\section*{Premises and conventions}

Let $H$ and $E$ be Hermitian $n\times n$ matrices with entries in joules, and let $A=H+E$. Eigenvalues are numbered upward and repeated according to multiplicity, $e_1(M)\le\dots\le e_n(M)$. Two premises are used. First, the spectral theorem: a Hermitian matrix has real eigenvalues and an orthonormal basis of eigenvectors. Second, the dimension formula for subspaces of $\mathbb{C}^n$, $\dim(U\cap V)\ge\dim U+\dim V-n$. For Hermitian $E$ the two norms needed are
\begin{equation}
\|E\|_2=\max_{\|x\|=1}\|Ex\|=\max_k|e_k(E)|,\qquad
\|E\|_F^2=\sum_{ij}|E_{ij}|^2=\operatorname{tr}E^2=\sum_k e_k(E)^2 .
\label{eq:norms}
\end{equation}
The eigenvalue forms follow by evaluating both norms in the eigenbasis of $E$, which is allowed because a unitary change of basis preserves vector lengths and traces.

In a closed-shell SCF calculation the orbitals solve $Fc=\varepsilon Sc$ with a positive definite overlap matrix $S$. With $X=S^{-1/2}$ and $c=Xy$ (L\"owdin orthogonalisation) this becomes $XFX\,y=\varepsilon y$. At fixed geometry $S$ does not change between cycles, so we set $H=XF^{(m)}X$ and $E=X(F^{(m+1)}-F^{(m)})X$ for cycles $m$ and $m+1$.

\section*{Step 1: the Rayleigh quotient on a span of eigenvectors}

Let $M$ have orthonormal eigenvectors $w_i$, and let $x=\sum_{i=p}^{q}c_iw_i$ be a unit vector, so that $\sum_i|c_i|^2=1$. Then $x^\dagger Mx=\sum_{i=p}^q|c_i|^2e_i(M)$ is a weighted mean of $e_p,\dots,e_q$, and
\begin{equation}
e_p(M)\le x^\dagger Mx\le e_q(M).
\label{eq:ray}
\end{equation}

\paragraph{Predict.} We want an upper bound on $e_l(A)$ of the form $e_j(H)+e_k(E)$. One unit vector $x$ must make $x^\dagger Ax$ large and both $x^\dagger Hx$ and $x^\dagger Ex$ small. Which three spans would you choose, and for which $l$ must they share a vector?

\section*{Step 2: the Weyl inequalities}

Take $U$ spanned by the lowest $j$ eigenvectors of $H$, $V$ by the lowest $k$ eigenvectors of $E$, and $T$ by the eigenvectors $l,\dots,n$ of $A$, so $\dim T=n-l+1$. The dimension formula, applied twice, gives
\begin{equation}
\dim(U\cap V\cap T)\ge (j+k-n)+(n-l+1)-n=j+k-n-l+1 .
\end{equation}
For $l=j+k-n\ge1$ the right side equals one, and a common unit vector $x$ exists. Equation~\eqref{eq:ray}, used once for each matrix, yields $e_l(A)\le x^\dagger Ax=x^\dagger Hx+x^\dagger Ex\le e_j(H)+e_k(E)$, that is
\begin{equation}
e_{j+k-n}(H+E)\le e_j(H)+e_k(E),\qquad j+k\ge n+1 .
\label{eq:up}
\end{equation}

\paragraph{Predict.} A change of sign reverses the order of a spectrum. Write $e_i(-M)$ in terms of the eigenvalues of $M$ and guess the lower bound.

The relation is $e_i(-M)=-e_{n+1-i}(M)$. Apply \eqref{eq:up} to $-H$ and $-E$ with the indices $n+1-j$ and $n+1-k$. The index on the left is $n+2-j-k$, and $e_{n+2-j-k}(-A)=-e_{j+k-1}(A)$. The right side is $-e_j(H)-e_k(E)$. Multiplying by $-1$ gives
\begin{equation}
e_j(H)+e_k(E)\le e_{j+k-1}(H+E),\qquad j+k\le n+1 .
\label{eq:low}
\end{equation}
These are Weyl's inequalities (1912). Setting $k=n$ in \eqref{eq:up} and $k=1$ in \eqref{eq:low} leaves the index unchanged. With the shifts $\delta_i=e_i(H+E)-e_i(H)$,
\begin{equation}
e_1(E)\le\delta_i\le e_n(E),\qquad\text{hence}\qquad|\delta_i|\le\|E\|_2 ,
\label{eq:weyl}
\end{equation}
where the last step uses \eqref{eq:norms}. The bound is attained for $E=\gamma\mathbb{1}$ with real $\gamma$. Any spacing $e_{i'}-e_i$ changes by $\delta_{i'}-\delta_i$, whose magnitude is at most the spread $e_n(E)-e_1(E)\le2\|E\|_2$.

\section*{Step 3: perturbations of low rank}

\paragraph{Predict.} Let $E$ be positive semidefinite of rank $r<n$ and arbitrarily large norm. Which of its ordered eigenvalues vanish, and which $k$ in \eqref{eq:up} removes $E$ from the bound?

The lowest $n-r$ eigenvalues vanish, so $e_1(E)=e_{n-r}(E)=0$. Put $k=n-r$ and $j=i+r$ in \eqref{eq:up}, and $k=1$, $j=i$ in \eqref{eq:low}:
\begin{equation}
e_i(H)\le e_i(H+E)\le e_{i+r}(H).
\label{eq:rank}
\end{equation}
The left inequality holds for all $i$, the right one for $i\le n-r$; the top $r$ eigenvalues are limited only by \eqref{eq:weyl}. If $E$ has $r_+$ positive and $r_-$ negative eigenvalues, both counts below $n$, then $e_{n-r_+}(E)\le0\le e_{r_-+1}(E)$, and the same substitutions give $e_{i-r_-}(H)\le e_i(H+E)\le e_{i+r_+}(H)$ wherever the indices lie between $1$ and $n$.

\section*{Step 4: the Hoffman--Wielandt bound}

Squaring and summing \eqref{eq:weyl} gives $\sum_i\delta_i^2\le n\|E\|_2^2$. By \eqref{eq:norms}, $\|E\|_F^2\le n\|E\|_2^2$, so a bound by $\|E\|_F^2$ would be sharper. Write $a_i=e_i(A)$ and $b_j=e_j(H)$, with orthonormal eigenvectors $u_i$ and $v_j$. Since $E=A-H$ and the trace is cyclic,
\begin{equation}
\|E\|_F^2=\sum_ia_i^2+\sum_jb_j^2-2\operatorname{tr}(AH).
\end{equation}
Inserting $A=\sum_ia_iu_iu_i^\dagger$ and $H=\sum_jb_jv_jv_j^\dagger$ gives $\operatorname{tr}(AH)=\sum_{ij}a_ib_jW_{ij}$ with $W_{ij}=|u_i^\dagger v_j|^2$. Subtracting $\sum_i\delta_i^2=\sum_i(a_i-b_i)^2$ leaves
\begin{equation}
\|E\|_F^2-\sum_i\delta_i^2=-2\sum_{ij}a_ib_jM_{ij},\qquad M=W-\mathbb{1}.
\label{eq:diff}
\end{equation}

\paragraph{Predict.} What are the row and column sums of $W$? What then happens to \eqref{eq:diff} when a constant is added to all $a_i$?

Each basis is complete and each vector normalised, so $W_{ij}\ge0$ and $\sum_jW_{ij}=\sum_iW_{ij}=1$. The rows and columns of $M$ therefore sum to zero, and constants drop out. This suggests building the eigenvalues from steps,
\begin{equation}
a_i=a_1+\sum_{p=2}^{i}\alpha_p,\qquad b_j=b_1+\sum_{q=2}^{j}\beta_q,
\end{equation}
with $\alpha_p=a_p-a_{p-1}\ge0$ and $\beta_q=b_q-b_{q-1}\ge0$. The common ascending order enters here. The terms with $a_1$ or $b_1$ vanish, and exchanging the order of summation gives
\begin{equation}
\sum_{ij}a_ib_jM_{ij}=\sum_{p,q=2}^{n}\alpha_p\beta_q\,\tau_{pq},\qquad
\tau_{pq}=\sum_{i\ge p}\sum_{j\ge q}M_{ij}.
\end{equation}

\paragraph{Predict.} Find the sign of the corner sum $\tau_{pq}$.

The corner of $W$ has $n-p+1$ partial rows, each summing to at most one, and $n-q+1$ partial columns with the same property. Its sum is at most the smaller count, $n-\max(p,q)+1$. The corner of $\mathbb{1}$ contains the diagonal entries with $i\ge\max(p,q)$, exactly that number. Hence $\tau_{pq}\le0$, the right side of \eqref{eq:diff} is non-negative, and
\begin{equation}
\sum_{i=1}^n\bigl[e_i(H+E)-e_i(H)\bigr]^2\le\|E\|_F^2 ,
\label{eq:hw}
\end{equation}
the Hermitian case of the theorem of Hoffman and Wielandt (1953). Equality holds when $W=\mathbb{1}$ can be chosen, that is, when $E$ commutes with $H$ and does not reorder the levels. For one eigenvalue \eqref{eq:weyl} is the sharper statement, because $\|E\|_2\le\|E\|_F$. For a sum over $N$ levels the Cauchy--Schwarz inequality turns \eqref{eq:hw} into $|\sum\delta_i|\le\sqrt{N}\,\|E\|_F$.

\section*{Range of validity}

The results are exact for finite Hermitian matrices of the same dimension. They need neither a small $E$ nor a non-degenerate $H$. Six limits matter in practice.

\begin{enumerate}
\item \emph{Hermiticity.} Adding $\eta$ to the lower left entry of $\begin{pmatrix}0&\omega\\0&0\end{pmatrix}$ moves the eigenvalues from $0$ to $\pm\sqrt{\omega\eta}$, which exceeds $\eta$ whenever $0<\eta<\omega$.
\item \emph{Orthogonalised basis.} With $\Delta F=F^{(m+1)}-F^{(m)}$ and a unit vector $y$, $|y^\dagger Ey|=|(Xy)^\dagger\Delta F(Xy)|\le\|\Delta F\|_2\|Xy\|^2\le\|\Delta F\|_2/e_1(S)$. A norm taken in the atomic-orbital basis must be divided by $e_1(S)$, a large penalty for nearly dependent functions. If the geometry changes, $S$ changes, and $E$ must be formed as the difference of the two orthogonalised matrices.
\item \emph{Order, not character.} The index $i$ counts positions. A symmetry label stays with its position only if no crossing occurs. When $E$ respects the point group, the bounds hold in each symmetry block, whose extreme eigenvalues lie within those of $E$, so two levels of different symmetry cannot cross if their spacing exceeds the spread of $E$.
\item \emph{Eigenvectors} are not bounded. Within a degenerate level of $H$ an arbitrarily small $E$ can select any basis.
\item \emph{One step only.} $E$ compares two cycles. If later changes are known to shrink in norm by at least a factor $\rho<1$ per cycle, the triangle inequality and the geometric series bound the distance of $e_i(H)$ from its converged value by $\|E\|_2/(1-\rho)$.
\item \emph{Rounding.} A backward-stable dense solver returns the exact eigenvalues of a nearby Hermitian matrix, displaced in norm by a modest function of $n$ times $u\|H\|_2$, where $u=2^{-53}=1.11\times10^{-16}$ in double precision. By \eqref{eq:weyl} this bounds the absolute rounding error of every eigenvalue.
\end{enumerate}

\section*{Illustration: a late SCF step for N$_2$}

The model keeps eight valence-like orbitals and uses the eigenvectors of cycle $m$ as basis, so $H$ is diagonal. Energies are in zeptojoules, $1\,\mathrm{zJ}=10^{-21}\,\mathrm{J}$. The occupied levels in the table are approximate values typical of large-basis Hartree--Fock calculations near equilibrium, chosen for that reason; the virtual levels $1\pi_g$ and $3\sigma_u$ depend strongly on the basis and are assumed. The change $E$ is also assumed. It respects the symmetry, equals $-1.0$ on each $1\pi_u$ and $+0.6$ on each $1\pi_g$ orbital, and has the blocks
\begin{equation}
E_{\sigma_g}=\begin{pmatrix}2.5&2.0\\2.0&-0.5\end{pmatrix}\mathrm{zJ},\qquad
E_{\sigma_u}=\begin{pmatrix}1.0&1.2\\1.2&-0.8\end{pmatrix}\mathrm{zJ}
\end{equation}
in the bases $(2\sigma_g,3\sigma_g)$ and $(2\sigma_u,3\sigma_u)$.

A real symmetric block with diagonal entries $d$ and $d+D$, $D>0$, and coupling $w$ has the eigenvalues $d-s$ and $d+D+s$, where
\begin{equation}
s=\sqrt{D^2/4+w^2}-D/2=\frac{w^2}{D}-\frac{w^4}{D^3}+\dots
\label{eq:two}
\end{equation}
This follows from the characteristic equation, which both values reduce to $s(s+D)=w^2$. The exact form gives for $E$ the eigenvalues $3.5$ and $-1.5$ ($\sigma_g$) and $1.6$ and $-1.4$ ($\sigma_u$). Thus $-1.5\,\mathrm{zJ}\le\delta_i\le3.5\,\mathrm{zJ}$, $\|E\|_2=3.5\,\mathrm{zJ}$ (or $8.0\times10^{-4}$ hartree), the spread is $5.0\,\mathrm{zJ}$, $\|E\|_F^2=21.74\,\mathrm{zJ}^2$ and $\|E\|_F=4.66\,\mathrm{zJ}$.

\paragraph{Predict.} The off-diagonal elements are as large as the diagonal ones. Will the sum of squared shifts come close to $21.74\,\mathrm{zJ}^2$?

For $H+E$ the $\sigma_g$ block has $D=3647.0\,\mathrm{zJ}$ and $s=1.097\times10^{-3}\,\mathrm{zJ}$; the $\sigma_u$ block has $D=6388.2\,\mathrm{zJ}$ and $s=2.254\times10^{-4}\,\mathrm{zJ}$. The second term of the series \eqref{eq:two} is smaller than the first by $w^2/D^2$, at most $3.0\times10^{-7}$. Each shift is $E_{ii}\mp s$:

\begin{center}
\begin{tabular}{clrrr}
$i$ & orbital & $e_i(H)$/zJ & $E_{ii}$/zJ & $\delta_i$/zJ\\ \hline
1 & $2\sigma_g$ & $-6420$ & $2.5$ & $2.4989$\\
2 & $2\sigma_u$ & $-3390$ & $1.0$ & $0.9998$\\
3 & $3\sigma_g$ & $-2770$ & $-0.5$ & $-0.4989$\\
4, 5 & $1\pi_u$ & $-2680$ & $-1.0$ & $-1.0000$\\
6, 7 & $1\pi_g$ & $700$ & $0.6$ & $0.6000$\\
8 & $3\sigma_u$ & $3000$ & $-0.8$ & $-0.7998$
\end{tabular}
\end{center}

All shifts lie in the Weyl window, and they add up to $\operatorname{tr}E=1.4\,\mathrm{zJ}$. The squares add up to $10.85\,\mathrm{zJ}^2$, a fraction $0.50$ of the bound \eqref{eq:hw}; the summed Weyl bound would be $98.0\,\mathrm{zJ}^2$. The diagonal of $E$ carries $10.86\,\mathrm{zJ}^2$ of the Frobenius norm squared. The off-diagonal part carries $10.88\,\mathrm{zJ}^2$, but it joins widely spaced levels and rotates the orbitals while moving the eigenvalues only in second order. The sum of the five occupied levels moves by $1.00\,\mathrm{zJ}$, against the limits $\sqrt5\,\|E\|_F=10.4\,\mathrm{zJ}$ and $5\|E\|_2=17.5\,\mathrm{zJ}$.

The bounds answer the practical questions without a diagonalisation. The $3\sigma_g$--$1\pi_u$ spacing of $90\,\mathrm{zJ}$ cannot fall below $85.0\,\mathrm{zJ}$ and in fact becomes $89.5\,\mathrm{zJ}$. The occupied--virtual gap of $3380\,\mathrm{zJ}$ can change by $5.0\,\mathrm{zJ}$ at most and becomes $3381.6\,\mathrm{zJ}$, so the occupation pattern is safe. The rounding scale $u\|H\|_2=7.1\times10^{-13}\,\mathrm{zJ}$ is negligible.

This $E$ has full rank, four positive and four negative eigenvalues, so the index bounds say little. They matter for a level shift $bQ$ added to $A$, where $Q$ projects on the three virtual orbitals of cycle $m$ and $r=3$.

\paragraph{Predict.} For an assumed $b=2000\,\mathrm{zJ}$, which bound on the rise of $e_2$ is tighter?

Equation~\eqref{eq:weyl} allows $2000\,\mathrm{zJ}$. Equation~\eqref{eq:rank} allows $e_5(A)-e_2(A)=708\,\mathrm{zJ}$, whatever the value of $b$. The true rise follows from \eqref{eq:two} with $D$ raised to $8388.2\,\mathrm{zJ}$, which lowers $s$ to $1.717\times10^{-4}\,\mathrm{zJ}$; the rise is only $5.4\times10^{-5}\,\mathrm{zJ}$, because the occupied vector has almost no weight in the range of $Q$.

These numbers are the model's. The inputs were chosen to reproduce the typical Hartree--Fock order, with $1\pi_u$ slightly above $3\sigma_g$, which is opposite to the usual photoelectron order; the bounds concern the matrix and not the ionisation energies. The shifts scale almost linearly with the assumed $E$. An all-electron calculation adds core and higher virtual orbitals. Both norms of the full $E$ are at least those of its eight-orbital block, so the model understates the bounds. Each omitted coupling of similar size and spacing adds a second-order term of order $10^{-3}\,\mathrm{zJ}$, as large as the values of $s$ kept here, so the last two decimals of $\delta_i$ describe the eight-level matrix alone.